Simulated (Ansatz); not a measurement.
## A series in volume scale on BaZrO3

Free energy against uniform scaling of the volume at fixed shape and fractions; periodic cell, basis, potentials, k mesh and filling as listed. The results are calculated, by Ansatz 0.2.0.

The cell before it is scaled or strained (space group Pm-3m, No. 221):
```
cell vectors (Å)
   4.2053     0.0000     0.0000
   0.0000     4.2053     0.0000
   0.0000     0.0000     4.2053
atoms (fractions of the cell vectors)
Ba  0.00000  0.00000  0.00000
Zr  0.50000  0.50000  0.50000
O   0.00000  0.50000  0.50000
O   0.50000  0.00000  0.50000
O   0.50000  0.50000  0.00000
```

Settings of every row: functional PBE; dispersion none; potentials PAW; wave cutoff 470 eV; density cutoff 1880 eV; k mesh 6x6x6; k shift 0x0x0; occupations fixed; smearing width 0 eV; spin none.

Limits: no spin-orbit coupling, which can matter with elements this heavy.

```csv
row,volume scale,V (Å³/atom),energy above lowest point (meV/atom),pressure (GPa)
1,0.9406,13.99,43.1,13.62
2,0.9703,14.432,14.1,7.57
3,1,14.874,?,?
4,1.0297,15.316,0,-1.98
5,1.0594,15.757,10.8,-5.74
```

Question: what energy above lowest point and pressure should row 3 give?

Worked fit of energy above lowest point. Take u = (V_r/V)^(2/3) − 1 with V_r = 14.874 Å³ an atom, which is twice the finite (Eulerian) strain; such expansions in the strain, on which the Birch-Murnaghan equation of state is built, carry the rest volume and the bulk modulus. The shown rows have u = 0.04169, 0.02031, -0.01933, -0.03772. Least squares give energy above lowest point = 0.46 + 341.5 × u + 16333 × u² meV/atom; a straight line predicts inner rows, each left out in turn, worse (root mean square 15 against 0.088 meV/atom). All shown rows lie on it to the printed digit. Its lowest point lies at u = -0.0105, or V = 15.11 Å³ an atom, and the curvature there gives the bulk modulus at fixed shape and fractions, B = (4/9)(1 + u)² E″(u)/V = 151 GPa. The withheld row has u = 0, so the fit gives 0.46 + 341.5 × (0) + 16333 × (0)² = 0.5 meV/atom.

The calculation gave 0.5 meV/atom. The fit meets it to the printed digit.

Worked fit of pressure. Take u = (V_r/V)^(2/3) − 1 with V_r = 14.874 Å³ an atom, which is twice the finite (Eulerian) strain; such expansions in the strain, on which the Birch-Murnaghan equation of state is built, carry the rest volume and the bulk modulus. The shown rows have u = 0.04169, 0.02031, -0.01933, -0.03772. Least squares give pressure = 2.416 + 240.99 × u + 662.1 × u² GPa; a straight line predicts inner rows, each left out in turn, worse (root mean square 0.6 against 0.036 GPa). The rows lie off it by 0.01, -0.01, 0.01, -0.01. The pressure vanishes at u = -0.0103, or V = 15.11 Å³ an atom, and there the bulk modulus at fixed shape and fractions is B = −V dP/dV = (2/3)(1 + u) dP/du = 150 GPa. The withheld row has u = 0, so the fit gives 2.416 + 240.99 × (0) + 662.1 × (0)² = 2.42 GPa.

The calculation gave 2.41 GPa. The fit lies 0.01 GPa (0.052 % of the column's range) above it, one unit of the last digit.
